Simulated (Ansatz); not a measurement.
# BN: the change of energy above lowest point and pressure with volume scale

Results calculated with Ansatz 0.2.0, not measured. Free energy against uniform scaling of the volume at fixed shape and fractions; periodic cell, basis, potentials, k mesh and filling as listed.

The cell before it is scaled or strained (space group F-43m, No. 216):
```
BN
1.0
      0.0000     1.8075     1.8075
      1.8075     0.0000     1.8075
      1.8075     1.8075     0.0000
B N
1 1
Direct
  0.00000 0.00000 0.00000
  0.25000 0.25000 0.25000
```

Settings of every row: functional PBE; dispersion none; accuracy medium; potentials PAW; wave cutoff 380 eV; density cutoff 3040 eV; k mesh 9x9x9; k shift 0x0x0; occupations fixed; smearing width 0 eV; spin none.

Limits: cutoff under the advised one.

```
row  volume scale  V (Å³/atom)  energy above lowest point (meV/atom)  pressure (GPa)
  1           0.9        5.315                                     ?               ?
  2         0.925        5.462                                  52.1           37.05
  3          0.95         5.61                                  23.9           24.22
  4         0.975        5.758                                   6.9           12.86
  5             1        5.905                                     0            2.72
  6         1.025        6.053                                   1.7           -6.26
  7          1.05          6.2                                  11.3           -14.3
  8         1.075        6.348                                  27.7          -21.39
  9           1.1        6.496                                  50.4          -27.69
```

Question: what energy above lowest point and pressure should row 1 give?

Worked fit of energy above lowest point. Take u = (V_r/V)^(2/3) − 1 with V_r = 5.979 Å³ an atom, which is twice the finite (Eulerian) strain; such expansions in the strain, on which the Birch-Murnaghan equation of state is built, carry the rest volume and the bulk modulus. The shown rows have u = 0.06215, 0.04338, 0.02543, 0.00834, -0.00817, -0.02391, -0.03914, -0.05379. Least squares give energy above lowest point = −0.18 − 112.8 × u + 15363 × u² meV/atom; a straight line predicts inner rows, each left out in turn, worse (root mean square 17 against 0.071 meV/atom). The rows lie off it by -0.1, 0.1, 0.0, 0.1, -0.1, 0.0, -0.1, 0.1. Its lowest point lies at u = 0.0037, or V = 5.946 Å³ an atom, and the curvature there gives the bulk modulus at fixed shape and fractions, B = (4/9)(1 + u)² E″(u)/V = 371 GPa. The withheld row has u = 0.08164, so the fit gives −0.18 − 112.8 × (0.08164) + 15363 × (0.08164)² = 93.0 meV/atom.

The calculation gave 92.7 meV/atom. The fit lies 0.3 meV/atom (0.32 % of the column's range) above it; its largest miss of a shown row is 0.1 meV/atom. This row lies beyond the range of the fit.

Worked fit of pressure. Take u = (V_r/V)^(2/3) − 1 with V_r = 5.979 Å³ an atom, which is twice the finite (Eulerian) strain; such expansions in the strain, on which the Birch-Murnaghan equation of state is built, carry the rest volume and the bulk modulus. The shown rows have u = 0.06215, 0.04338, 0.02543, 0.00834, -0.00817, -0.02391, -0.03914, -0.05379. Least squares give pressure = −1.909 + 547.66 × u + 1271.7 × u² GPa; a straight line predicts inner rows, each left out in turn, worse (root mean square 1.4 against 0.034 GPa). The rows lie off it by 0.01, -0.02, 0.02, -0.03, 0.04, -0.02, 0.01, 0.00. The pressure vanishes at u = 0.0035, or V = 5.948 Å³ an atom, and there the bulk modulus at fixed shape and fractions is B = −V dP/dV = (2/3)(1 + u) dP/du = 372 GPa. The withheld row has u = 0.08164, so the fit gives −1.909 + 547.66 × (0.08164) + 1271.7 × (0.08164)² = 51.28 GPa.

The calculation gave 51.53 GPa. The fit lies 0.25 GPa (0.32 % of the column's range) below it; its largest miss of a shown row is 0.04 GPa. This row lies beyond the range of the fit.
